**Q:** I have a tungsten silicide cell in which one pattern of atomic motion has been frozen in at ever larger amplitude. Most of the points are known, but the two smallest displacements are open. Can you get them from the others?

A zone-centre normal mode frozen into the relaxed 10-atom cell of W3Si2 (P4/mbm, a = 6.582, c = 3.275 Å), computed with Ansatz 0.2.0: plane-wave PAW, PBEsol, scalar-relativistic, no spin polarisation. Cutoff 420 eV, Gamma-centred 6×6×12 k mesh, Gaussian smearing of 0.15 eV. Energies are free energies relative to the undisturbed cell; pressure is positive in compression.

```
amplitude (Å of the largest displacement)  energy change (meV a cell)  force along mode (eV/Å)  pressure (GPa)
                                     -0.4                      1374.5                   12.016            9.50
                                     -0.2                       119.7                    1.981            2.31
                                        0                         0.0                    0.000           -0.02
                                     0.05                           ?                        ?               ?
                                      0.1                           ?                        ?               ?
                                     0.15                        49.7                   -0.926            1.32
                                     0.25                       259.4                   -3.713            3.56
                                      0.3                       499.9                   -5.970            5.17
                                     0.35                       861.9                   -8.607            7.13
```

**A:** Let's try, starting with what the columns mean. The amplitude is the distance travelled by the atoms that move furthest, here tungsten; silicon moves about half as far. The energy change is that of the whole cell relative to the undisturbed one. The force along the mode is minus the slope of that energy, so a negative force at positive amplitude pushes the atoms back.

**Q:** Could the energy dip below zero in the gap, so that the atoms would rather sit off-centre?

**A:** That would be a double well, and it's a fair suspicion for a soft mode. But at 0.15 Å the energy is already above zero and the force pushes inward. Energy and force together limit what the gap can hold, because the energy at 0.15 Å is the restoring force added up over the whole way from the centre. A smooth curve that meets both values has no need of a hidden dip, so I forecast a single well.

**Q:** Then why not draw a parabola through the point at 0.15 Å?

**A:** Because this well isn't a parabola. For an ideal spring, energy divided by amplitude squared is constant. Here it rises from 2.2 eV/Å² at 0.15 Å to 8.6 eV/Å² at -0.4 Å, so the well has a gentle floor and steep walls. A parabola through 0.15 Å would carry some of the wall into the floor and put the energies too high.

A plausible picture is this. Near the centre, the pulls and pushes of the neighbours almost cancel, and a weak spring is left over. Further out, atoms run into neighbours on one side, and repulsion grows faster than the relief on the other side. The geometries of the run fit it in part. At 0.35 Å, silicon has closed in on a tungsten atom that stays put, from 2.56 Å at rest to 2.398 Å. But most of the restoring force there acts on the tungsten atoms that move, so this contact can't be the whole cause of the walls.

**Q:** How do you turn a gentle floor and steep walls into numbers?

**A:** I write the energy as E = k₂A² + k₄A⁴ + k₆A⁶, where A is the amplitude. Only even powers appear, because the symmetry of the crystal makes a displacement and its reverse cost the same. Three values near the gap fix the three constants: energy and force at 0.15 Å, and the energy at -0.2 Å.

Here is the case of 0.10 Å in full. Let g be E/A², and let u be A².

- At 0.15 Å, u = 0.0225 Å² and g = 0.0497/0.0225 = 2.209 eV/Å².
- The force gives 0.926/(2 × 0.15) = 3.087 eV/Å², which equals g plus u times the slope of g. The slope is therefore (3.087 − 2.209)/0.0225 = 39.0 eV/Å⁴.
- At -0.2 Å, g = 0.1197/0.04 = 2.993 eV/Å². The average slope between the two points is (2.993 − 2.209)/0.0175 = 44.8 eV/Å⁴, so g bends upward with a coefficient of (44.8 − 39.0)/0.0175, about 330 eV/Å⁶.
- At 0.10 Å, u is smaller by 0.0125 Å². Then g = 2.209 − 39.0 × 0.0125 + 330 × 0.0125² = 1.773 eV/Å², and the energy is 1.773 × 0.01 eV = 17.7 meV.

**Q:** What if the well is lopsided after all?

**A:** It can't be. The undisturbed cell has mirror planes that this motion breaks, and such a mirror turns a displacement into its reverse at the same energy. What I can test is my choice of points, by replacing the one at -0.2 Å with the one at 0.25 Å. The forecast for 0.10 Å then moves by less than 0.2 meV. The force at -0.2 Å, which I didn't use, also comes out within about 1 % of its computed value.

The formula is meant for the floor only. At -0.4 Å it gives an energy about 60 % too high.

**Q:** And the pressure?

**A:** It is simpler. Its rise over the undisturbed cell follows the square of the amplitude closely, so one constant, fitted to all the known rows, will do.

**Q:** Then commit yourself.

**A:** The well should be mostly harmonic at 0.10 Å and almost wholly so at 0.05 Å. In numbers:

- Energy change: 3.9 ± 0.7 meV at 0.05 Å and 17.7 ± 1.0 meV at 0.10 Å.
- Force along the mode: -0.163 ± 0.02 and -0.416 ± 0.02 eV/Å.
- Pressure rise over the undisturbed cell: 0.15 ± 0.02 and 0.59 ± 0.04 GPa.

The energy ranges are twice the change that I get by dropping the sixth power. The other ranges are my judgement.

The withheld rows as computed:

```
amplitude (Å of the largest displacement)  energy change (meV a cell)  force along mode (eV/Å)  pressure (GPa)
                                     0.05                         4.3                   -0.172            0.14
                                      0.1                        18.1                   -0.407            0.59
```

**Q:** All six values fall inside your ranges. Are you satisfied?

**A:** With the ranges, yes, and there is no dip. But the misses have a pattern. Both energies are about 0.4 meV higher than my forecast, which is 9 % of the value at 0.05 Å and 2 % at 0.10 Å. The computed force is slightly stronger than forecast at 0.05 Å and slightly weaker at 0.10 Å. The pressure rises, 0.153 and 0.606 GPa before rounding, are a little above the forecast too.

Energies and forces point to the same thing: the floor is closer to a true parabola than I thought, and the stiffening sets in later. Energy over amplitude squared is 1.72 eV/Å² at 0.05 Å and only 1.81 eV/Å² at 0.10 Å. My formula started from 1.50 eV/Å² at the centre and let the stiffness climb too early. It gave the parabola 84 % of the energy at 0.10 Å, whereas these two values suggest roughly 95 %. The wavenumber recorded for the mode also points to a stiffer centre than my formula has.

**Q:** Would a simpler curve have done as well?

**A:** Nearly. The parabola through 0.15 Å fails, with 22 meV at 0.10 Å. But a fit with second and fourth powers to all the known rows misses by only 0.5 and 0.6 meV, so the two new points hardly separate it from my formula. The printed analysis after this exchange lists my formula row by row, and the misses of the simpler fit at the two withheld points.

**Q:** I deal with films under stress. Does the pressure column tell me anything I can use?

**A:** It tells you how this spring responds to volume. Pressure is minus the change of energy with volume. If a displacement raises the pressure by an amount proportional to A², then k₂ must grow when the cell is squeezed. Let every atom keep its place as a fraction of the cell edges; the fitted pressures then give a gain of 0.52 eV/Å² for a volume smaller by 1 %. In a real crystal the rest positions can also adjust, which may change that figure.

Set against the 1.72 eV/Å² found at 0.05 Å, that is about 30 % more stiffness for 1 % less volume. The share is large because the spring itself is weak: a stiff mode with the same gain would hardly notice. Expansion should soften the mode by a similar amount, as long as the change is small. For a film the direction matters too, and the stress tensor of the run resolves it. At 0.15 Å the cell pushes outward along a and b with 2.44 GPa, but pulls inward along c with 0.93 GPa. Squeezing a and b should therefore stiffen the mode, while squeezing c should soften it. If c stands upright in the film, compression in the plane normally lets c grow, and both changes should stiffen the mode.

**Q:** So the crystal is stable, at least when it isn't stretched?

**A:** It is stable against this one motion, in this cell, at zero temperature and with spin switched off. The PBEsol functional was also used with PAW datasets made for PBE, and the effect of that mismatch on so weak a spring isn't tested here. The smearing matters as well: extrapolated to zero smearing, the energies at 0.05 and 0.10 Å are 5.2 and 20.6 meV, so the spring is probably somewhat stiffer than the table suggests. Distortions that need a doubled cell are not covered, and they are known in compounds of this structure type. The well-established tungsten silicides are W₅Si₃ and WSi₂, so this compound may exist only on paper.

**Q:** If I compute such a mode myself, how far should I push the atoms?

**A:** Less far than the energies suggest. Between 0.05 and 0.10 Å, energy over amplitude squared grows by only 5 %, but force over amplitude grows from 3.44 to 4.07 eV/Å², or 18 %. The force is a slope, and taking the slope doubles the weight of a fourth-power term relative to the parabola and triples that of a sixth-power term, so the stiffening shows earlier in the force. That accounts for a growth of 10 to 15 %; the rest is probably numerical scatter, which weighs heavily on such small energies and forces. In this scan force over amplitude rises with every increase in the size of the displacement, so a spring constant taken from one large step comes out too stiff. For a soft mode, take two small steps, though not so small that scatter drowns the force, and accept the spring constant only if force over amplitude agrees between them.

Numerical output:

```
energy over amplitude squared at 0.15 Å (eV/Å²): 2.209
energy over amplitude squared at -0.4 Å (eV/Å²): 8.591
quadratic coefficient k2 of the local model (eV/Å²): 1.498
harmonic share of the model energy at 0.05 Å (percent): 95.99
harmonic share of the model energy at 0.10 Å (percent): 84.5
harmonic share of the energy at 0.15 Å (percent): 67.81
error bar of the energy forecast at 0.05 Å (meV): 0.6589
error bar of the energy forecast at 0.10 Å (meV): 1.03
positive rows only, energy at 0.05 Å (meV): 3.81
positive rows only, energy at 0.10 Å (meV): 17.58
parabola through the 0.15 Å row, energy at 0.05 Å (meV): 5.522
parabola through the 0.15 Å row, energy at 0.10 Å (meV): 22.09
local model against the calculation, energies in meV and forces in eV/Å:
   row  model energy  computed energy  energy miss  model force  computed force  force miss
  -0.4          2208             1374        833.8        27.63           12.02       15.62
  -0.2         119.7            119.7            0        2.006           1.981     0.02469
   0.0             0                0            0            0               0           0
  0.05         3.901              4.3      -0.3989      -0.1625          -0.172    0.009499
   0.1         17.73             18.1      -0.3729      -0.4161          -0.407   -0.009094
  0.15          49.7             49.7    7.105e-15       -0.926          -0.926           0
  0.25         268.5            259.4        9.132       -4.191          -3.713      -0.478
   0.3         570.9            499.9           71       -8.314           -5.97      -2.344
  0.35          1152            861.9        290.2       -15.58          -8.607      -6.972
fit of energy_change on 7 rows: coefficient of A2 1421 +/- 133, coefficient of A2**2 45091 +/- 1000; rms 7.23, worst 0.35 -11.2, leave-one-out rms 18.7
  rows outside the fit (model, value, miss): 0.05 3.834, 4.3, -0.466; 0.1 18.72, 18.1, 0.618
fit of dp on 7 rows: coefficient of A2 58.72 +/- 0.33; rms 0.0709, worst -0.4 -0.124, leave-one-out rms 0.107
  rows outside the fit (model, value, miss): 0.05 0.1468, 0.16, -0.0132; 0.1 0.5872, 0.61, -0.0228
gain of the quadratic coefficient per 1 percent smaller volume (eV/Å²): 0.52
the same gain as a share of k2 (percent): 34.72
```
